How can a small basis set give almost the right average magnetic response of a molecule when it gets that response wrong both along and across the molecule? Fluoroacetylene, HCCF, shows how. All rows use the same functional and the same linear geometry, so only the basis set changes.

PySCF 2.14.0, non-relativistic B3LYP with GIAOs and density fitting, for gas-phase fluoroacetylene (HCCF) at its PBE0-D3(BJ)/def2-SVP geometry. Magnetisability and molar susceptibility are isotropic means; the anisotropy is the square root of half the summed squared differences of the principal values.

| level | magnetisability (1e-30 J/T^2) | magnetisability anisotropy (1e-30 J/T^2) | susceptibility (1e-6 cm^3/mol) |
| --- | --- | --- | --- |
| B3LYP/IGLO-II | -445.6 | 81.80 | -26.840 |
| B3LYP/6-311G(d,p) | -445.4 | 76.00 | -26.820 |
| B3LYP/aug-pcSseg-1 | -444.4 | 95.20 | -26.760 |
| B3LYP/Sadlej pVTZ | -444.1 | 86.80 | -26.750 |
| B3LYP/pcSseg-2 | -443.4 | 91.90 | -26.700 |
| B3LYP/aug-cc-pVDZ | -442.4 | 93.10 | -26.640 |
| B3LYP/IGLO-III | -442.2 | 92.80 | -26.630 |
| B3LYP/aug-cc-pVTZ | -442.1 | 93.70 | -26.620 |
| B3LYP/def2-QZVP | -441.5 | 92.80 | -26.590 |
| B3LYP/def2-TZVPD | -441.0 | 93.70 | -26.560 |
| B3LYP/6-31G | -439.0 | 64.90 | -26.440 |
| B3LYP/def2-SVPD | -437.6 | 93.70 | -26.350 |
| B3LYP/ANO-RCC-VDZP | -434.0 | 85.40 | -26.140 |

The magnetisability tells how strong a magnetic moment a field induces. It is negative here because the moment opposes the field, and a more negative value means stronger diamagnetism. The susceptibility is the same quantity per mole. We take aug-cc-pVTZ as a yardstick, though not as the exact basis limit. Against it, 6-31G is off by only 0.7 % in the magnetisability, yet its anisotropy is 31 % too small.

The molecule responds differently to a field along its axis and a field across it. Along the axis, the electrons can circulate freely, because nothing in a linear molecule hinders rotation about that line. The response is then purely diamagnetic, and it grows with the squared distance of the electrons from the axis. Across the axis, the nuclei stand in the way of such a circulation. The field must mix occupied with empty orbitals, and this adds a paramagnetic term that opposes the diamagnetic one.

Let A be the axial component and P the perpendicular one, which counts twice because there are two equivalent directions across the axis. The tabulated magnetisability is the mean M = (A + 2P)/3. In this molecule A is the more negative in every row, so the anisotropy is D = P − A. Hence A = M − 2D/3 and P = M + D/3, and the two tabulated numbers together reveal both components.

For 6-31G this gives A = −439.0 − 2 × 64.9/3 ≈ −482 and P ≈ −417, in units of 10⁻³⁰ J/T². Compared with the yardstick, the axial response is too weak by about 22 and the perpendicular response too strong by about 7. In the mean, two perpendicular errors of one sign cancel more than half of one axial error of the other, and averaging over the three directions makes the remainder small. In the anisotropy the same errors add up, and the deficiency comes into view.

The axial error has a direct meaning. For a field along the axis, A = −(e²/4m)S, where e and m are the charge and mass of the electron and S is the squared distance from the axis, summed over all electrons. One square bohr in S contributes about −20 in the table's unit, so the yardstick's axial component of −504 corresponds to S ≈ 504/20 ≈ 25 square bohr, or 25.6 with unrounded constants. The same step for 6-31G gives a value 4.4 % smaller. Its electron cloud is drawn too tightly around the axis.

The perpendicular error arises in another way. With the centre of mass as origin, the paramagnetic term cancels 83 % of the perpendicular diamagnetism in the yardstick row. What remains is a difference between two large terms, and a change of about one per cent in either of them is noticeable in the mean. The division between the two depends on the chosen origin, whereas their sum does not, since the calculation uses field-dependent (GIAO) orbitals. Such orbitals remove the dependence on the origin, but they don't make a small basis complete.

This explains why IGLO-II and 6-311G(d,p) stand at the top of the table. Their most negative means don't come from an especially extended electron cloud, for their axial diamagnetism is weaker than the yardstick's. They come from a paramagnetic term that is too small and so cancels too little. The likely reason is that these sets offer too few suitable orbitals into which the field can mix the occupied ones. Sadlej pVTZ shows the same fault in a milder form.

With the centre of mass as origin, 6-31G has nearly the same paramagnetic deficit as 6-311G(d,p), yet it stands near the bottom. The deficit alone would make its mean more negative by about 10. Its weaker diamagnetism, along and across the axis together, pushes the mean the other way by about 13, against only 7 in 6-311G(d,p). The larger set has both polarisation functions and a more flexible valence shell, so this pair of rows can't tell which of the two improves the electron cloud more.

def2-SVPD is the mirror image of 6-31G. Its axial and perpendicular responses are both too weak by about 4.5, so the error passes undiminished into the mean and drops out of the anisotropy. The anisotropy agrees with the yardstick to the last printed digit, although neither component does. Here the paramagnetic term is too large rather than too small, which shows that a limited basis need not always err in the same direction.

Two further rows owe their places mainly to the diamagnetic terms. In aug-pcSseg-1 these are slightly too strong in both directions, which moves the row towards the top. In ANO-RCC-VDZP they are much too weak, and this outweighs a modest paramagnetic deficit and puts the row last. That set is small, and its functions were contracted for relativistic calculations but used here in a non-relativistic one. Relativity hardly changes the valence shells of atoms as light as carbon and fluorine, so the small size is the likelier cause, though no row here tests it separately.

Because the perpendicular component counts twice, it largely sets the order of the table. Without 6-31G, the rank correlation between the mean and the perpendicular component is 0.97; with it, the value falls to 0.78. That row is the main exception because its axial error is the largest of all; otherwise only a few neighbouring rows near the top change places. The output below gives both components for every row and divides each shift of the mean from aug-cc-pVTZ into one axial and two perpendicular shares.

The presence of diffuse functions, which reach far out from the nuclei, is not a sufficient guide to these errors. Sadlej pVTZ contains them and still gives an anisotropy of only 86.8, while def2-QZVP reaches 92.8 without an added diffuse set. What counts is whether the basis describes both the extent of the electron cloud and its distortion by the field. The mean and the anisotropy have to be right together, since either can look good through cancellation.

Five larger sets, pcSseg-2, IGLO-III, aug-cc-pVTZ, def2-QZVP and def2-TZVPD, meet this double demand among themselves. Their means lie within 2.4 of one another and their anisotropies within 1.8, and their order inside these narrow ranges is remaining basis sensitivity. The smaller aug-cc-pVDZ falls inside both ranges too, and each of its components lies within about 0.5 of the yardstick's, so size alone doesn't decide. This agreement concerns the basis alone. All these rows share the same functional and the same rigid geometry, so the agreement can't reveal an error that comes from either.

Output of the analysis:

```
Components and shifts from aug-cc-pVTZ in 1e-30 J/T^2:
                 row   axial  perpendicular  axial shift  perpendicular shift  axial share of mean shift  perp diamagnetic share  perp paramagnetic share  mean shift  anisotropy shift
       B3LYP/IGLO-II  -500.1         -418.4         4.33                -7.52                      1.443                  0.9299                   -5.934        -3.5             -11.9
   B3LYP/6-311G(d,p)  -496.1         -420.1         8.39                -9.28                      2.797                   4.594                   -10.78        -3.3             -17.7
  B3LYP/aug-pcSseg-1  -507.9         -412.7         -3.4                -1.87                     -1.133                  -1.472                   0.2325        -2.3               1.5
   B3LYP/Sadlej pVTZ    -502         -415.2         2.51                -4.39                     0.8367                  0.3764                   -3.299          -2              -6.9
      B3LYP/pcSseg-2  -504.7         -412.8         -0.2                -1.96                   -0.06667                 -0.4207                  -0.8856        -1.3              -1.8
   B3LYP/aug-cc-pVDZ  -504.4         -411.3         0.04                -0.51                    0.01333                 -0.5092                   0.1771        -0.3              -0.6
      B3LYP/IGLO-III  -504.1         -411.2          0.4                -0.41                     0.1333                  0.4982                  -0.7639        -0.1              -0.9
   B3LYP/aug-cc-pVTZ  -504.5         -410.8            0                    0                          0                       0                        0           0                 0
     B3LYP/def2-QZVP  -503.4         -410.5         1.09                 0.29                     0.3633                  0.6421                  -0.4428         0.6              -0.9
    B3LYP/def2-TZVPD  -503.4         -409.8         1.03                 1.08                     0.3433                  0.5646                    0.155         1.1                 0
         B3LYP/6-31G  -482.3         -417.4        22.17                -6.55                       7.39                   5.524                   -9.897         3.1             -28.8
     B3LYP/def2-SVPD    -500         -406.4         4.47                 4.48                       1.49                 -0.2436                    3.233         4.5                 0
  B3LYP/ANO-RCC-VDZP    -491         -405.6        13.49                 5.26                      4.497                   5.901                   -2.391         8.1              -8.3
Range of the mean over all rows (1e-30 J/T^2): 11.6
Range of the anisotropy over all rows (1e-30 J/T^2): 30.3
Range of the mean over the five larger sets (1e-30 J/T^2): 2.4
Range of the anisotropy over the five larger sets (1e-30 J/T^2): 1.8
6-31G mean, size of deviation from aug-cc-pVTZ (percent): 0.7012
6-31G anisotropy, deviation from aug-cc-pVTZ (percent): -30.74
Rank correlation of mean with perpendicular component, all rows: 0.7802
Rank correlation of mean with perpendicular component, without 6-31G: 0.972
Perpendicular diamagnetism cancelled by paramagnetism, aug-cc-pVTZ (percent): 83.17
Summed squared distance of electrons from axis, aug-cc-pVTZ (bohr^2): 25.57
Summed squared distance of electrons from axis, 6-31G (bohr^2): 24.45
Shortfall of that squared distance in 6-31G (percent): 4.395
```
